Q: A layer of grey tin grows on a substrate that stretches or squeezes it in its plane, while its height stays free. What stress, energy and volume change should I expect, if all I have is a pencil?

A: Three sizes are worth remembering for one percent of in-plane strain: a stress of about 0.7 GPa, an energy of about 1.5 meV per atom and a volume change of about 1 %. Stress and volume change grow in proportion to the strain, energy with its square. You can hold these rules against the r2SCAN results below. There, stress xx acts in the plane and is positive in compression, stress zz acts along the free axis c, and c over a is the height of the cell divided by its in-plane edge. The unstrained crystal is cubic although its ratio is 1.414, because the in-plane edges of this cell are half face diagonals of the cube.

Grey tin (diamond type, unstrained cubic a = 6.565 Å, 35.36 Å³ per atom) under biaxial strain in the ab plane, with c and atoms relaxed except at zero strain. Ansatz 0.2.0, r2SCAN, plane-wave PAW, scalar-relativistic, no spin polarisation; cutoff 500 eV, k mesh 12×12×8 for the 4-atom cell, Gaussian smearing 0.1 eV. Stress is positive in compression; stress yy equals stress xx.

```
strain (%)  energy change (meV/atom)  volume change (%)  c over a  stress xx (GPa)  stress zz (GPa)
        -3                      15.2              -3.25     1.499             2.34            -0.01
        -2                       6.7              -2.14     1.470             1.52             0.00
        -1                       1.7              -1.03     1.442             0.74             0.00
         0                       0.0               0.00     1.414             0.04             0.03
         1                       1.4               1.11     1.388            -0.64             0.00
         2                       5.6               2.15     1.361            -1.26             0.00
         3                      12.5               3.15     1.335            -1.82             0.00
```

Q: If both in-plane edges grow by one percent, why does the volume not grow by two?

A: Because the height gives way. It shrinks by about 0.93 % for each percent of stretch, which leaves 2 − 0.93 = 1.07 % for the volume. A stretched rubber sheet also thins, but rubber keeps its volume and so must thin by the full two percent. Grey tin goes about half as far, and there the likeness ends.

Q: What does the crystal gain by shrinking in height?

A: It spares its bonds. Each bond leans out of the plane, and at a fixed height it would take up two thirds of the in-plane strain, so a 3 % stretch would lengthen it by 2 %. The relaxed cell shows only 1.1 %, while the bond angle that c bisects opens by about three degrees. In an open network with four neighbours per atom, bending angles usually costs less than stretching bonds. That is standard chemistry; the table has no separate energies for the two.

Q: How do I turn this into numbers?

A: Write s for the strain in percent, positive for stretching. The slopes for stress and volume come from the two rows at ±1 %:

stress xx ≈ −0.69 GPa × s
volume change ≈ 1.07 % × s

The energy is the work done on the layer. The stress builds up evenly from zero, so its average is half the final value, and it acts along two directions.

Take s = +2, a row that did not set the slopes. The stress is −0.69 × 2 = −1.38 GPa, where the table has −1.26. With 35.36 Å³ per atom, and 1 GPa·Å³ equal to about 6.2 meV, the work is

energy change ≈ 2 × ½ × 1.38 × 0.02 × 35.36 × 6.2 ≈ 6 meV per atom

The table has 5.6.

Q: And for squeezing?

A: Take s = −3, also outside the calibration. The shortcut 1.5 meV × s² gives 13.5 meV per atom, against 15.2 in the table. The volume should shrink by 3.2 %, close to the 3.25 % in the table.

Q: So the energy came out too high once and too low once. Is that chance?

A: No, it is the pattern of all six strained rows. The rule overestimates the stress and energy of stretching and underestimates those of squeezing. Relative to the table, the energy is off by about a tenth and the stress by 7 to 14 %, most at +3 %. The volume rule stays within 0.1 percentage points.

Q: What does the rule leave out?

A: Mainly that the crystal softens as it is stretched and stiffens as it is squeezed. Bonds generally resist shortening more steeply than lengthening, which is the likely reason. At 3 %, squeezing costs 2.7 meV per atom more than stretching, and softening accounts for about 2.1 of this. The other 0.6 arises because the unstrained cell is already under slight compression, so a stretch first relieves it. This part grows in proportion to the strain, the softening part with its cube, so at 1 % the leftover stress matters more than the softening.

This split comes from a parabola fitted to the in-plane stress of the six strained rows; the unstrained cell was left out because its height had not been relaxed. The work under that curve reproduces the energies to within 0.1 meV per atom, as the printed output after this text shows. Stress and energy belong to the same calculation, so this confirms the bookkeeping and not the functional.

Q: Could I have started without any strained rows?

A: Yes, for a cubic crystal strained in a cube face, from two elastic constants. C11 is the stiffness along a cube edge, and C12 couples one edge to another. Zero stress along c then requires

change of c = −2 × (C12/C11) × in-plane strain

A larger ratio C12/C11 means more shrinkage in height and less change in volume. The size of the in-plane stress per unit of strain is then C11 + C12 − 2 × C12²/C11, and the energy follows from the work as before. With roughly recalled values for grey tin, 69 and 29 GPa, the estimate is 1.6 meV per atom and 1.2 % of volume at one percent of strain.

Q: How far may I push the rule?

A: To about 3 % either way, where the table ends and the error in the stress is already growing, and only for a layer that lies in a cube face. In other planes a third elastic constant, C44, comes in and the slopes change. The relaxations also kept the tetragonal symmetry that the strain leaves of the unstrained crystal's cubic one, so a crystal that would rather distort to a lower symmetry could not show it here, and a small repeating cell has no room for a layer to buckle. White tin, the denser form, has this same tetragonal symmetry, but a relaxation that starts from the diamond type is not expected to cross the barrier to it. For a real layer, treat the constants as approximate, since thermal motion and spin-orbit coupling are left out and the functional has errors of its own.

Numerical output:

```
Rule, size of in-plane stress per percent of strain (GPa): 0.69
Rule, volume change per percent of strain (percent): 1.07
Rule, change of c per percent of strain (percent): -0.93
Rule, energy at one percent of strain (meV/atom): 1.523
Rule of thumb (percent misses set to 0 at zero strain):
  row  stress GPa  energy meV  volume %  c over a  stress miss %  energy miss %
   -3        2.07       13.71     -3.21     1.499         -11.54         -9.833
   -2        1.38       6.091     -2.14      1.47         -9.211         -9.085
   -1        0.69       1.523     -1.07     1.442         -6.757         -10.42
    0           0           0         0     1.414              0              0
    1       -0.69       1.523      1.07     1.387          7.812          8.773
    2       -1.38       6.091      2.14     1.361          9.524          8.773
    3       -2.07       13.71      3.21     1.335          13.74          9.644
Largest miss of the volume rule (percentage points): 0.06
From rough recalled elastic constants, energy at one percent (meV/atom): 1.625
From rough recalled elastic constants, volume change per percent (percent): 1.159
fit of stress_xx_curve on 6 rows (abs(n) > 0): constant 0.02429 +/- 0.0027, coefficient of n -0.6936 +/- 0.00073, coefficient of n2 0.02622 +/- 0.00048; rms 0.00274, worst -1 0.00408, leave-one-out rms 0.00476
  rows outside the fit (model, value, miss): 0 0.02429, 0.04, -0.0157
Energy from the curved stress, and bond geometry:
  row  energy meV  bond A  bond change %  angle bisected by c deg
   -3       15.14   2.814         -1.024                    106.3
   -2       6.646   2.823        -0.6947                    107.4
   -1       1.676   2.833        -0.3474                    108.4
    0           0   2.843      -0.005033                    109.5
    1       1.385   2.854         0.3798                    110.5
    2         5.6   2.864         0.7369                    111.5
    3       12.41   2.874          1.113                    112.6
Largest miss of energy from the curved stress (meV/atom): 0.08699
Extra cost of squeezing over stretching at 3 percent, table (meV/atom): 2.7
Part of it from the stress left at zero strain (meV/atom): 0.6432
Part of it from softening on stretching (meV/atom): 2.084
```
